Dear colleague,

Your transfer-length (TLM) intercepts on AlGaN/GaN cannot be driven to zero by any metallurgy. A sheet with a finite electron density has a finite number of conducting channels per micrometre, and each channel passes a bounded current per volt. I derive that floor here, show which part belongs to one contact, and work out how it appears in a TLM plot. Throughout, $q>0$ is the elementary charge, $x$ the transport direction, $W$ the electrical width, $n$ the sheet density and $g_v$ the valley degeneracy. Modes are counted per spin direction, and the spin factor 2 is written out.

## Premises

1. Electrons in the channel move independently in a self-consistent potential that is uniform along a stretch of $x$ long compared with the Fermi wavelength.
2. The metal pads are reservoirs. Each fills the states that leave it with a Fermi function at its own electrochemical potential, $\mu_L$ or $\mu_R$, with $\mu_L-\mu_R=qV$, and thermalises whatever arrives.
3. The response is linear in $V$, and there is no magnetic field.
4. Scattering is elastic. I relax this premise where I can and say so.

## One mode carries $2q^2/h$

In the uniform stretch the states are $\chi_m(y,z)e^{ik_xx}$ with energies $E_m(k_x)$ and velocity $v=\hbar^{-1}dE_m/dk_x$. Normalised on a length $L$, a filled state carries particle current $v/L$, and there are $L\,dk_x/2\pi$ states per spin in $dk_x$. If nothing is reflected, right-movers come from the left pad and left-movers from the right pad. Time reversal pairs each right-mover with a left-mover of equal energy and speed, so

$$I_m=2q\int_{v>0}\frac{dk_x}{2\pi}\,\frac{1}{\hbar}\frac{dE_m}{dk_x}\,(f_L-f_R)=\frac{2q}{h}\int dE\,(f_L-f_R).$$

The velocity cancels against the one-dimensional density of states, so no band parameter survives. To first order $f_L-f_R=qV(-\partial f/\partial E)$. Let $M(E)$ be the number of right-moving branches per spin at energy $E$ and $t(E)$ the flux-normalised transmission matrix from pad to pad. Summing over incoming modes gives the Landauer formula

$$G=\frac{2q^2}{h}\int dE\left(-\frac{\partial f}{\partial E}\right)\mathrm{Tr}\,t^\dagger t ,\qquad \frac{h}{2q^2}=12.906\ \mathrm{k\Omega}.\tag{1}$$

## Why $M$ is a ceiling

Cut the device in the uniform stretch, far enough from both contacts that evanescent waves have died. The left part has a transmission block $t_L$ into the $M$ channel modes and a reflection block $r'_L$ for channel waves returning to it; the right part has $r_R$ and $t_R$. Summing the multiple reflections,

$$t=t_R\,(1-r'_Lr_R)^{-1}\,t_L .$$

The middle factor is an $M\times M$ matrix, so $t$ has rank at most $M$, however many modes the metal offers. Current conservation gives $t^\dagger t+r^\dagger r=1$, so every eigenvalue of $t^\dagger t$ lies between 0 and 1. Hence $\mathrm{Tr}\,t^\dagger t\le M(E)$ and

$$R\ \ge\ R_Q=\frac{h}{2q^2}\,\frac{1}{\langle M\rangle},\qquad \langle M\rangle=\int dE\,M(E)\left(-\frac{\partial f}{\partial E}\right).\tag{2}$$

The geometry of the contact does not enter. An alloyed top contact, a recessed contact and a regrown n$^+$ sidewall all deliver their current through the cross-section of the sheet just outside the contact, and $M$ refers to that cross-section.

The bound survives scattering by phonons that stay in equilibrium. Write the occupation of state $\mathbf k$ as $f+(-\partial f/\partial E)\,q\phi_{\mathbf k}$, with $\phi=V$ in the left pad and $0$ in the right. With detailed balance, the linearised Boltzmann collision term pulls each $\phi_{\mathbf k}$ towards an average of the others with positive weights. No state can then leave the interval $0\le\phi\le V$, and the current is largest when all right-movers have $\phi=V$ and all left-movers $\phi=0$, which is the ballistic case.

## Counting modes in a sheet

For $W$ much larger than the Fermi wavelength the edges matter little, and periodic boundary conditions give $k_y$ a spacing $2\pi/W$. Each allowed $k_y$ whose line cuts the constant-energy contour supplies one right-mover per convex pocket. So $M$ is $W/2\pi$ times the shadow of the contour on the $k_y$ axis. A circle of radius $k$ casts a shadow $2k$, and with $g_v$ equivalent valleys

$$M=\frac{g_v\,kW}{\pi}.\tag{3}$$

At $T=0$ the derivative $-\partial f/\partial E$ is a delta function and $k=k_F$. State counting with spin gives $n=2g_v\,\pi k_F^2/(2\pi)^2=g_vk_F^2/2\pi$, or $k_F=\sqrt{2\pi n/g_v}$. Inserting this in (2) and (3),

$$R_QW=\frac{h}{2q^2}\,\frac{\pi}{g_vk_F}=\frac{h}{2q^2}\sqrt{\frac{\pi}{2g_vn}} .\tag{4}$$

This is the two-dimensional Sharvin resistance written in terms of density. Neither the mass nor the form of $E(k)$ appears. Any isotropic single subband, parabolic, non-parabolic or linear, obeys (4) at $T=0$. More valleys lower the resistance at fixed $n$, because $g_v$ small circles cast $\sqrt{g_v}$ times the shadow of one circle with the same total area.

With hard walls, $k_y=m\pi/W$ for $m=1,2,\dots$, and $M$ is $g_v$ times the integer part of $k_FW/\pi$. On average this is half a mode per valley below (3).

## Where the resistance sits, and the factor one half

Equation (4) is a two-terminal resistance, and it does not depend on length. In the ballistic channel the right-moving half of the contour has $\phi=V$ and the left-moving half $\phi=0$. The two halves have equal densities of states, so the average, which is what a weakly coupled direction-blind probe reads, is $\bar\phi=V/2$ at every $x$. The potential therefore falls from $V$ to $V/2$ at the left end, stays flat, and falls from $V/2$ to $0$ at the right end. Heat divides in the same way. At $T=0$ the transferred electrons occupy energies between $\mu_R$ and $\mu_L$; on average each arrives $qV/2$ above $\mu_R$ and leaves a vacancy $qV/2$ below $\mu_L$, and both relax in the metal. In this sense an ideal contact has

$$R_c^{\min}W=\tfrac12R_QW=\frac{h}{4q^2}\sqrt{\frac{\pi}{2g_vn}} .\tag{5}$$

What is bounded rigorously is the sum over both ends. The halving rests on the definition of the channel potential as $\bar\phi$, and it matches the TLM habit of calling the intercept $2R_c$.

A simple model shows how an imperfect contact adds to this. Let each contact transmit every mode with probability $\mathcal T$, and add the multiple reflections as probabilities. The total is $\mathcal T^2\sum_{j\ge0}(1-\mathcal T)^{2j}=\mathcal T/(2-\mathcal T)$, so $R=R_Q(2/\mathcal T-1)$ and

$$R_c=R_Q\left(\frac1{\mathcal T}-\frac12\right).\tag{6}$$

## Finite temperature and further subbands

Now the dispersion matters. For a parabolic subband with edge at $E=0$, $k=\sqrt{2m^*E}/\hbar$ and the density of states is $D=g_vm^*/\pi\hbar^2$. With $\eta=\mu/k_BT$, one integration by parts gives $\int_0^\infty\sqrt E\,(-\partial f/\partial E)\,dE=\tfrac12\int_0^\infty E^{-1/2}f\,dE$. I use the normalised integral $F_{-1/2}(\eta)=\pi^{-1/2}\int_0^\infty x^{-1/2}(1+e^{x-\eta})^{-1}dx$. For subbands $i$ of equal mass with $\eta_i=(\mu-E_i)/k_BT$,

$$\frac{\langle M\rangle}{W}=\frac{g_v\sqrt{2m^*k_BT}}{\pi\hbar}\,\frac{\sqrt\pi}{2}\sum_iF_{-1/2}(\eta_i),\qquad n=Dk_BT\sum_i\ln(1+e^{\eta_i}).\tag{7}$$

Define $E_{F0}=n/D$ and $u=E_{F0}/k_BT$. Dividing (7) by (3) at $k_F=\sqrt{2m^*E_{F0}}/\hbar$,

$$\frac{\langle M\rangle}{M_0}=\frac{\sqrt\pi}{2\sqrt u}\sum_iF_{-1/2}(\eta_i),\tag{8}$$

where $M_0$ is the single-subband count at $T=0$.

For one subband, heating at fixed $n$ can only raise the resistance. With $w=-\partial f/\partial E$, the Cauchy–Schwarz inequality gives $(\int\sqrt E\,w)^2\le\int w\int E\,w$. Here $\int_0^\infty w\,dE=f(0)<1$ and $\int_0^\infty E\,w\,dE=\int_0^\infty f\,dE=E_{F0}$, so $\langle M\rangle<M_0$. In the non-degenerate limit $F_{-1/2}\to e^\eta\to u$, and (7) reduces to $G/W=q^2n/\sqrt{2\pi m^*k_BT}$, linear in $n$.

A second subband works the other way, like an extra valley. At $T=0$, a fraction $p$ of the electrons in the upper subband gives $\langle M\rangle/M_0=\sqrt{1-p}+\sqrt p$, which rises with infinite slope at $p=0$. Equation (4) is then no longer the floor; (2) with (7) is. For two subbands a distance $\Delta$ apart, the density condition is a quadratic in $z=e^{\eta_0}$:

$$(1+z)\,(1+z\,e^{-\Delta/k_BT})=e^{u}.$$

## What a TLM intercept returns for ideal contacts

Your channels are diffusive, so the intercept need not equal $R_Q$ exactly. Take a degenerate circular contour, with $\phi(x,\theta)$ as above, $\theta$ measured from $x$, and angular averages $\bar\phi=\langle\phi\rangle$ and $j=\langle\phi\cos\theta\rangle$. As a model collision term, let all angular harmonics relax over a length $\ell$, except that a fraction $s$ of the first harmonic is restored:

$$\ell\cos\theta\,\partial_x\phi=-(\phi-\bar\phi)+2sj\cos\theta .$$

The value $s=0$ is isotropic scattering, and $s\to1$ mimics momentum-conserving electron–electron collisions. The angular average shows that $j$ is independent of $x$. The ballistic distribution has $j=V/\pi$, which fixes the scale: $R=R_QV/\pi j$.

The substitution $\phi=\psi+2sjx/\ell$ removes the last term, so $\psi$ obeys the isotropic equation, with isotropic inflow $V$ at $x=0$ and $-2sjL/\ell$ at $x=L$. Far from the ends $\psi=\bar\psi+2j\cos\theta$ with $\bar\psi'=-2j/\ell$, as substitution confirms. For $L\gg\ell$ this straight line extrapolates to the inflow values at a distance $z_0$ beyond each end. Then $V+2sjL/\ell=2j(L+2z_0)/\ell$, and

$$R=R_Q\,\frac{2}{\pi}\left(\frac{L}{\ell_{tr}}+\frac{2z_0}{\ell}\right),\qquad \ell_{tr}=\frac{\ell}{1-s}.\tag{9}$$

By (4) the slope is $2R_QW/\pi\ell_{tr}=\hbar k_F/(q^2n\ell_{tr})$ per unit $L/W$. This is the Drude sheet resistance $R_{sh}=1/qn\mu_e$ with mobility $\mu_e=q\ell_{tr}/\hbar k_F$.

The length $z_0$ follows from the Milne problem. Set $\ell=1$ and $a(x)=V-\bar\psi(x)$ on $x>0$. Integrating the transport equation along rays, with no inflow for $V-\psi$, gives $a(x)=\int_0^\infty K(x-x')a(x')dx'$, where the kernel has the Fourier transform $\hat K(\kappa)=\langle(1+\kappa^2\cos^2\theta)^{-1}\rangle=1/S$ and $S=\sqrt{1+\kappa^2}$. Write

$$1-\hat K=\frac{\kappa^2\,Q(\kappa)}{(1-i\kappa)(1+i\kappa)},\qquad Q=\frac{S}{1+S}.$$

On the real axis $Q$ is even and positive and tends to 1 at infinity, so it splits as $Q_+Q_-$, with factors analytic and free of zeros in the upper and lower half-planes, and $\ln Q_+(\kappa)=(2\pi i)^{-1}\int d\kappa'\ln Q(\kappa')/(\kappa'-\kappa)$. Let $\hat a_+=\int_0^\infty a\,e^{i\kappa x}dx$. The integral equation states $(1-\hat K)\hat a_+=\hat g_-$, with $\hat g_-$ the transform of a function that vanishes for $x>0$. Rearranged, $\kappa^2Q_+\hat a_+/(1-i\kappa)=(1+i\kappa)\hat g_-/Q_-$. The left side is analytic above and the right side below, and both stay bounded because $\hat a_+$ and $\hat g_-$ fall as $1/\kappa$. The Wiener–Hopf argument makes both a constant, so $\hat a_+\propto(1-i\kappa)/\kappa^2Q_+$.

The asymptote $a\propto x+z_0$ transforms to $-\kappa^{-2}(1-iz_0\kappa)$, so the linear term in $\kappa$ gives $z_0$. Differentiating $\ln Q_+$ at $\kappa\to i0^+$, and subtracting $\ln Q(0)$, which is allowed because $\int d\kappa'/(\kappa'-i0)^2=0$, gives the slope $J/\pi i$ with

$$J=\int_0^\infty\frac{d\kappa}{\kappa^2}\ln\frac{2S}{1+S}=\int_0^\infty\frac{d\kappa}{S^2(1+S)}=\int_0^{\pi/2}\frac{\cos\varphi\,d\varphi}{1+\cos\varphi}=\frac\pi2-1 .$$

The second form follows by parts and the third from $\kappa=\tan\varphi$. Thus $(1-i\kappa)(1+i\kappa J/\pi)$ yields $z_0/\ell=1-J/\pi=\tfrac12+\tfrac1\pi=0.818$, and the intercept of (9) is

$$2R_c^{\rm TLM}=R_Q\left(\frac2\pi+\frac4{\pi^2}\right)=1.042\,R_Q .\tag{10}$$

In this model ideal contacts show up in a TLM plot about 4 per cent above the ballistic value, whatever the mobility and whatever $s$. The floor is part of your intercept. The number 1.042 belongs to this collision term; another angular dependence would shift it.

## The metallic nanotube

Here $M$ is an integer, and the counting is done band by band. In nearest-neighbour $\pi$ tight binding with hopping $\gamma_0$, bond length $a_{cc}$ and lattice constant $a=\sqrt3a_{cc}$, graphene has $E=\pm\gamma_0|1+2e^{i\vartheta}\cos(ka/2)|$. Here $k$ runs along a zigzag direction and $\vartheta=3k_\perp a_{cc}/2$, with $k_\perp$ along the bond normal to it. An armchair $(N,N)$ tube has its axis along $k$, period $a$ and circumference $3Na_{cc}$. Periodicity requires $k_\perp=2\pi\nu/3Na_{cc}$, so $\vartheta=\nu\pi/N$ with $\nu=1,\dots,2N$ and $|ka|\le\pi$. With $c=\cos(ka/2)\ge0$,

$$E^2/\gamma_0^2=1+4c\cos\vartheta+4c^2=(2c+\cos\vartheta)^2+\sin^2\vartheta .$$

A zero needs $\sin\vartheta=0$ and $\cos\vartheta=-2c\le0$, which selects $\nu=N$. The two bands are $E=\pm\gamma_0[1-2\cos(ka/2)]$, and they cross at $k=\pm2\pi/3a$. The upper sign has positive slope for $k>0$, the lower sign for $k<0$, so there are two right-movers per spin. The nearest other subbands, $\nu=N\pm1$, begin at $|E|=\gamma_0\sin(\pi/N)$. Inside that window $M=2$, and (2) gives

$$R_Q=\frac{h}{4q^2}=6.453\ \mathrm{k\Omega},\tag{11}$$

or 3.23 kΩ per contact. With typical values $\gamma_0=2.7$ eV and $a_{cc}=0.142$ nm, a (10,10) tube has diameter $3Na_{cc}/\pi=1.36$ nm and a window of $\pm0.83$ eV, so thermal corrections vanish for practical purposes. For a general $(n_1,n_2)$ tube the allowed lines pass through the two zone corners when $n_1-n_2$ is a multiple of 3, and each corner again gives one right-mover. A semiconducting tube doped degenerately into its lowest subband has one parabola per valley and the same $M=2$. An array with pitch $P$ has $R_QW=(h/4q^2)P$, which equals (4) for $g_v=1$ when $P=2\pi/k_F$.

## Range of validity

**Density.** The $n$ in (4) is the lowest density along the path over a stretch longer than a few Fermi wavelengths. A recess or surface depletion at the contact edge raises the floor as $n^{-1/2}$. In a transistor the gated region usually sets $M$. A constriction shorter than the decay length of evanescent waves escapes the rank argument.

**Shape and number of pockets.** Equation (4) needs one occupied subband and circular pockets. Otherwise use the shadow on $k_y$, summed over pockets. A spin splitting of Rashba type gives circles $\bar k\pm\delta$ with $n=(\bar k^2+\delta^2)/2\pi$, and the count depends on $\bar k=k_F\sqrt{1-\delta^2/k_F^2}$, a change of second order.

**Bias.** For one parabolic subband at $T=0$ and fixed $n$, the constant density of states keeps the mean of $\mu_L$ and $\mu_R$ at $E_{F0}$. The current goes as $\mu_L^{3/2}-\mu_R^{3/2}$, which falls below the linear law by the fraction $(qV/E_{F0})^2/96$ at leading order. At $qV=E_{F0}$ the exact shortfall is 1.1 per cent.

**Interactions.** Electron–electron collisions do not obey the positive-weight argument. In a strip of constant width, the model above gives (10) for them. In a constriction or a Corbino ring, where the mode number grows along the path, viscous flow can conduct better than the ballistic count. In nanotubes, one-dimensional correlations leave (11) intact for reflectionless contacts to non-interacting leads, but they suppress transmission through a contact barrier as a power of temperature. Curvature opens a small gap in nominally metallic tubes that are not armchair, and (11) then needs $\mu$ outside it.

**Parallel paths.** Conduction in the barrier or buffer adds modes that are not counted.

## Numbers for AlGaN/GaN at $10^{13}$ cm$^{-2}$

The conduction minimum of wurtzite GaN is a single valley at $\Gamma$, isotropic in the basal plane, so $g_v=1$. I assume $n=10^{13}$ cm$^{-2}$. Then $k_F=0.7927$ nm$^{-1}$, the Fermi wavelength is 7.93 nm, and $M_0/W=252.3$ per µm. Equation (4) gives $R_QW=51.15$ Ω µm, and (5) gives 25.6 Ω µm, or 0.0256 Ω mm, per contact. The hard-wall half mode is 0.2 per cent at $W=1$ µm. A nanotube array would need 126 tubes per µm to match this sheet. For a two-valley channel at the same density, such as the lowest subband of a Si(100) inversion layer or the K valleys of monolayer MoS$_2$ with their spin splitting neglected, (4) gives 36.2 Ω µm.

For 300 K I use a typical two-dimensional-gas mass $m^*=0.22\,m_e$. Then $D=9.19\times10^{13}$ cm$^{-2}$eV$^{-1}$, $E_{F0}=108.8$ meV, $k_BT=25.85$ meV and $u=4.209$. With one subband $\eta=\ln(e^u-1)=4.194$, $F_{-1/2}=2.245$ and $\langle M\rangle/M_0=0.9696$, a rise of 3.1 per cent in resistance. The subband spacing depends on the buffer charge and barrier and needs a self-consistent solution for your wafer, so I assume two values that are of the order of $E_{F0}$ and hold the total $n$ fixed.

| Case, 300 K | Upper-subband share (%) | $R_QW$ (Ω µm) | Per contact (Ω µm) |
|---|---|---|---|
| One subband | 0 | 52.8 | 26.4 |
| $\Delta=150$ meV (assumed) | 3.7 | 50.4 | 25.2 |
| $\Delta=100$ meV (assumed) | 13.6 | 46.0 | 23.0 |

At $\Delta=100$ meV the second subband lowers the floor by 10 per cent from (4), which outweighs the thermal rise. At $T=0$ the same spacing gives 43.3 Ω µm. The second subband is the largest uncertainty in applying (4) to this heterostructure, and only two figures of the floor are meaningful.

Two smaller checks use compiled bulk values. The static dielectric constant along $c$, 10.4 at 300 K (Ioffe Institute), gives an effective Bohr radius $a_B^*=2.50$ nm and $r_s=1/(a_B^*\sqrt{\pi n})=0.71$, so the gas is weakly coupled and premise 1 is reasonable. The 300 K gap of 3.44 eV (Wing 2021) gives $E_{F0}/E_g=0.03$ as the relative scale of non-parabolicity over the filled range. It does not touch (4) and enters only the corrections in the table.

For the TLM picture take a typical mobility of 1500 cm$^2$/V s. Then $R_{sh}=416$ Ω/sq and, in the degenerate approximation, $\ell_{tr}=78$ nm. The ballistic resistance equals that of a strip of length $R_QW/R_{sh}=\pi\ell_{tr}/2=123$ nm, so gaps of a micrometre or more are well within the regime of (9). The ideal intercept (10) is 53.3 Ω µm, or 26.6 Ω µm per contact. A drop of $E_{F0}/q$ across $R_Q$ corresponds to 2.1 A/mm, so linear response covers ordinary drive currents as far as the mode count is concerned.

Suppose you extract 0.10 Ω mm. Equation (6) with $R_QW=51.15$ Ω µm gives $\mathcal T=0.41$. This is an effective figure, since it lumps in any series resistance of the n$^+$ region and the metal interface, but it shows that a quarter of such an intercept is the mode-counting floor.

The model's floor at this density and 300 K is therefore 0.023 to 0.026 Ω mm per contact, with about 4 per cent more in a TLM intercept. It is a lower bound and lies below what real contacts give. As typical knowledge, alloyed Ti/Al-based contacts give about 0.3 to 0.5 Ω mm, ten to twenty times the floor, and regrown n$^+$ GaN contacts about 0.05 to 0.1 Ω mm, two to four times the floor. An intercept clearly below 0.02 Ω mm at this density would point to a higher density near the contact, a parallel path, or an overestimate of the gap lengths, where 10 nm at 416 Ω/sq shifts $R_c$ by 2.1 Ω µm.